## Can I guess these ¹³C shifts by hand, and when should I not trust the guess?

I have been looking at carbon shifts computed with four density functionals and compared with measured ones, for two alkyl fluorides and a phosphorus ylide.

Non-relativistic GIAO 13C shifts against TMS (shielding of TMS less that of the carbon, at the same level), computed with PySCF 2.14.0 using four density functionals, the pcSseg-1 basis and density fitting, for gas-phase molecules at PBE0-D3(BJ)/def2-SVP geometries. Errors are computed less measured; the measured shifts are for solutions.

| case (SMILES) | measured (ppm) | B97-D less measured (ppm) | mPW1PW91 less measured (ppm) | LC-wPBE less measured (ppm) | wB97X-D less measured (ppm) |
| --- | --- | --- | --- | --- | --- |
| C=P(C)(C)C atom 1 | -1.5 | -7.4 | -7.7 | -8.2 | -7.9 |
| C=P(C)(C)C atom 3 | 19.7 | 1.5 | 1.3 | 1.2 | 1.8 |
| FC1CCCC1 atom 4 | 22.5 | 2.5 | 0.8 | -0.9 | 0.4 |
| CC(C)(C)F atom 1 | 28.3 | 1.6 | 1.5 | 1.6 | 1.9 |
| FC1CCCC1 atom 3 | 32.8 | 3.9 | 2.8 | 1.8 | 2.8 |
| CC(C)(C)F atom 2 | 93.5 | -1.2 | -3.5 | -4.2 | -3.5 |
| FC1CCCC1 atom 2 | 95.5 | 2.6 | 0.8 | 0.4 | 0.7 |

The atom numbers follow the SMILES string and skip hydrogens. In FC1CCCC1, fluorocyclopentane, atom 1 is therefore the fluorine, atom 2 the carbon that holds it, atom 3 the neighbour and atom 4 the carbon after that. CC(C)(C)F is tert-butyl fluoride, and C=P(C)(C)C is the ylide, with its CH₂ group as atom 1.

Is there a rule simple enough for mental arithmetic that gives the measured shifts of such carbons? I would also like to know why it works. And what is going on at the ylide CH₂, which is drawn with a double bond but has a shift close to zero?

## Answer

For the two fluorides there is such a rule, and it asks only one thing: how far is this carbon from the fluorine? To see why that is enough, start with what a shift measures.

### What fluorine does to a carbon

The electrons around a nucleus change the magnetic field that it feels. A carbon that is less shielded than the carbons of the reference compound, tetramethylsilane, has a positive shift. Shielding is commonly split into two parts. The diamagnetic part comes from electrons circulating in their undisturbed orbitals, and it protects the nucleus. The paramagnetic part arises because the field mixes filled orbitals with empty ones, and in these carbons it takes protection away.

A hydrogen atom in a weak electric field is a simpler system with the same kind of response. The field mixes a little of the empty 2p orbital into the occupied 1s orbital, and a closer empty level would make the atom easier to polarise. In the molecule it is a magnetic field that does the mixing, by way of the rotation of charge about the nucleus. The analogy explains why low empty levels matter, but it gives no shift in ppm. It also leaves out that the response at a nucleus counts for more when the orbitals lie close to it.

Fluorine acts on both points. It pulls charge away from its carbon, so the remaining 2p electrons are held more tightly and sit closer to the nucleus. It also brings a low-lying empty orbital, the antibonding partner of the C–F bond. Theory says that both changes strengthen the paramagnetic part and so raise the shift.

Fluorocyclopentane is a good place to look for this. Without the fluorine, its five carbons would be equivalent on average, so the large differences around the ring are the work of the fluorine. The calculation holds the ring in one puckered shape, which can add smaller differences of its own. From atom 4 to atom 2, the B97-D calculation lowers the paramagnetic shielding by 70 ppm and the diamagnetic shielding by only 3 ppm. The division into two parts depends on a convention in the theory, but within this convention nearly all of the change is paramagnetic. The calculation doesn't say how much of it comes from tighter orbitals and how much from the empty C–F orbital.

### Why distance matters so much

The neighbouring carbon has no C–F bond of its own. The strong local changes described above are missing there, so fluorine should affect its shift much less. That a small rise remains, and how large it is, we know from experience. It shouldn't be read as a diluted pull of the fluorine: chlorine and bromine pull less strongly, yet they raise the neighbouring carbon by at least as much (a recalled comparison).

The parent ring, cyclopentane, has a shift of roughly 26 ppm, a recalled figure. Measured from there, fluorine raises its own carbon by about 70 ppm and the neighbour by about 7 ppm. The effect thus drops to about a tenth over one bond. The carbon after that ends up slightly below the parent value, a small and well-known reversal called the γ effect, which a short rule can ignore.

### The rule

Give each carbon a weight w:

- w = 1 if it holds the fluorine,
- w = 0.1 if its neighbour holds the fluorine,
- w = 0 if the fluorine is farther away.

Then

**shift ≈ 23 + 71 × w (in ppm).**

The numbers 23 and 71 come from a least-squares fit to the measured shifts of the five fluoride carbons, rounded to whole ppm. The weight of a tenth was not fitted. It is a round number, chosen with the usual effect of fluorine and these same shifts in view, so its success here is no independent proof of it.

The 23 shouldn't be read as the shift of a hydrocarbon. Only one carbon in the fit has w = 0, atom 4 of the ring, and the γ effect has already pulled that carbon down a little. The constant is a practical starting point for these two fluorides and their close relatives.

### Two carbons worked through

Take tert-butyl fluoride. Its central carbon holds the fluorine, so w = 1:

23 + 71 × 1 = 94 ppm, measured 93.5 ppm.

Each methyl carbon is a neighbour of that carbon, so w = 0.1:

23 + 71 × 0.1 ≈ 30 ppm, measured 28.3 ppm.

Both carbons were part of the fit, so good agreement is partly built in. A stricter trial takes the two constants from the ring alone. Atom 4 supplies the starting value, 22.5 ppm, and the distance up to atom 2 supplies the step:

95.5 − 22.5 = 73.0 ppm.

For tert-butyl fluoride this gives

- central carbon: 22.5 + 73.0 = 95.5 ppm, which is 2.0 ppm above the measured value,
- methyl carbon: 22.5 + 7.3 = 29.8 ppm, which is 1.5 ppm above the measured value.

So what the ring teaches about fluorine carries over to an open, branched molecule within about 2 ppm. Between these two molecules, the distance to the fluorine matters far more than the shape of the carbon skeleton. It helps that their parent hydrocarbons, cyclopentane and isobutane, have similar shifts.

### How accurate is it?

Over the five fluoride carbons the typical (root-mean-square) miss is 1.6 ppm, and the largest is 2.7 ppm. If each carbon is predicted from a fit to the other four, the typical miss grows to 2.5 ppm. That last figure is the fairer one to keep in mind for a similar carbon.

The skeleton does leave a trace. The ring carbon next to the C–F carbon and the methyl carbon of tert-butyl fluoride have the same weight, so the rule gives both 30 ppm. Their measured shifts are 32.8 and 28.3 ppm. For these five carbons the rule separates the three groups, but it can't order two carbons within a group.

The four functionals have typical errors of 2.2 to 2.5 ppm on the same five carbons. This doesn't make the rule a better method, because it was fitted to the measured shifts and the calculations were not. The functionals also fail in different places. B97-D has its largest error on these carbons at the ring neighbour, 3.9 ppm too high, while the other three are furthest off at the central carbon of tert-butyl fluoride, 3.5 to 4.2 ppm too low. With a small basis set, and with rigid gas-phase molecules compared with solutions, such differences don't support a firm ranking.

### Where the rule breaks down

Now the ylide. It contains no fluorine, so the rule sets w = 0 and predicts 23 ppm for every carbon. For the methyl carbons, measured at 19.7 ppm, that is not far off, but the rule knows nothing about phosphorus and deserves no credit for it. For the CH₂ carbon, measured at −1.5 ppm, the rule is more than 24 ppm too high.

The double bond in the drawing is misleading here. Carbons in ordinary C=C bonds usually have shifts above 100 ppm, but the C=P bond of an ylide is strongly polar. A better picture has a negative charge on carbon and a positive charge on phosphorus. The CH₂ carbon is then the opposite of a carbon that holds fluorine: it has gained charge, its 2p electrons spread out, and the paramagnetic part should weaken.

The B97-D calculation agrees with the last step. The paramagnetic part takes about 30 ppm less shielding from the CH₂ carbon than from the average methyl carbon, while the diamagnetic parts differ by less than 1 ppm. So the reasoning used for the fluorides also fits the ylide, now working in reverse, although the split into two parts doesn't prove that the charge is the cause. What fails is the formula, which counts fluorine atoms and has no term for extra charge on carbon.

The functionals do recognise this carbon as unusual, but they go too far and place it 7.4 to 8.2 ppm below the measured shift. Since the four errors are so similar, switching among these functionals doesn't cure the problem. One possible cause is that the real molecule moves in solution, with a CH₂ group that turns and bends easily, whereas the calculation holds one shape fixed in the gas phase. That is a guess, and the small basis set is another untested suspect.

### When to use it

Use the rule only for close relatives of these two molecules, such as fluorocyclohexane. It has no term for the shift that a carbon would have without the fluorine, so it fails where that shift is far from those of cyclopentane and isobutane. In fluoromethane and fluoroethane, for example, the carbon that holds the fluorine lies more than ten ppm below the rule's value, and so can a methyl group at the end of a chain (recalled, rough comparisons). Even for close relatives the rule rests on five carbons in two molecules, so treat it as a rough check on an assignment and a way to spot a gross error in a calculation.

Before using it on anything else, ask what the new group does to the charge on the carbon. A group that withdraws charge less strongly than fluorine usually gives a smaller rise at the carbon that holds it, so the 71 can't be carried over to it. This doesn't extend to the neighbouring carbon, where the rise doesn't follow the pull of the group. A group that leaves extra charge on the carbon can push the shift the other way, as the ylide shows. In both cases the reasoning suggests a direction, though a heavy atom such as iodine can reverse it through relativistic effects, and the size has to come from measured shifts of related molecules or from a calculation.
